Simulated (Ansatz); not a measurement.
TiO3: the change of energy above lowest point and pressure with volume per atom

All results are calculated (Ansatz 0.2.0 development build). Equation of state of a cubic crystal from periodic Kohn-Sham density functional theory without spin; pressure corrected for the finite basis.

Cell of the first row (space group Pm-3m, No. 221):
```
cell vectors (Å)
   3.7778     0.0000     0.0000
   0.0000     3.7778     0.0000
   0.0000     0.0000     3.7778
atoms (fractions of the cell vectors)
Ti  0.00000  0.00000  0.00000
O   0.50000  0.00000  0.00000
O   0.00000  0.50000  0.00000
O   0.00000  0.00000  0.50000
```

Settings of every row: formula TiO3; structure type ReO3; functional PBE; spin treatment none; k mesh 28x28x28; occupation method fermi-dirac; occupation width 0.061225619 eV; wave cutoff 420 eV; datasets soft-1 PAW; density cutoff ratio 4.

Limits: a cubic model structure, not a phase known at ambient conditions; no spin polarisation, a magnetic state may lie lower.

```
row  volume per atom (Å³)  energy above lowest point (meV/atom)  pressure (GPa)
  1                13.479                                     ?               ?
  2                13.766                                 11.17           6.384
  3                14.053                                  2.77           3.064
  4                14.339                                     0           0.078
  5                14.626                                  2.31          -2.608
  6                14.913                                  9.17          -5.021
  7                  15.2                                 20.14          -7.188
```

Question: what energy above lowest point and pressure should row 1 give?

Worked fit of energy above lowest point. Take u = (V_r/V)^(2/3) − 1 with V_r = 14.482 Å³ an atom, which is twice the finite (Eulerian) strain; such expansions in the strain, on which the Birch-Murnaghan equation of state is built, carry the rest volume and the bulk modulus. The shown rows have u = 0.03438, 0.02025, 0.00664, -0.00657, -0.01936, -0.03174. Least squares give energy above lowest point = 0.551 − 175.05 × u + 13999.7 × u² + 2230 × u³ meV/atom; a parabola predicts inner rows, each left out in turn, worse (root mean square 0.028 against 0.0096 meV/atom). The rows lie off it by 0.00, 0.00, -0.01, 0.01, 0.00, 0.00. Its lowest point lies at u = 0.0062, or V = 14.35 Å³ an atom, and the curvature there gives the bulk modulus at fixed shape and fractions, B = (4/9)(1 + u)² E″(u)/V = 141 GPa. The withheld row has u = 0.04901, so the fit gives 0.551 − 175.05 × (0.04901) + 13999.7 × (0.04901)² + 2230 × (0.04901)³ = 25.86 meV/atom.

The calculation gave 25.85 meV/atom. The fit lies 0.01 meV/atom (0.039 % of the column's range) above it, one unit of the last digit. This row lies beyond the range of the fit.

Worked fit of pressure. Take u = (V_r/V)^(2/3) − 1 with V_r = 14.482 Å³ an atom, which is twice the finite (Eulerian) strain; such expansions in the strain, on which the Birch-Murnaghan equation of state is built, carry the rest volume and the bulk modulus. The shown rows have u = 0.03438, 0.02025, 0.00664, -0.00657, -0.01936, -0.03174. Least squares give pressure = −1.2957 + 203.703 × u + 571.51 × u² GPa; a straight line predicts inner rows, each left out in turn, worse (root mean square 0.24 against 0.0046 GPa). The rows lie off it by 0.001, 0.000, -0.004, 0.001, 0.004, -0.003. The pressure vanishes at u = 0.0063, or V = 14.35 Å³ an atom, and there the bulk modulus at fixed shape and fractions is B = −V dP/dV = (2/3)(1 + u) dP/du = 141 GPa. The withheld row has u = 0.04901, so the fit gives −1.2957 + 203.703 × (0.04901) + 571.51 × (0.04901)² = 10.061 GPa.

The calculation gave 10.074 GPa. The fit lies 0.013 GPa (0.075 % of the column's range) below it; its largest miss of a shown row is 0.004 GPa. This row lies beyond the range of the fit.
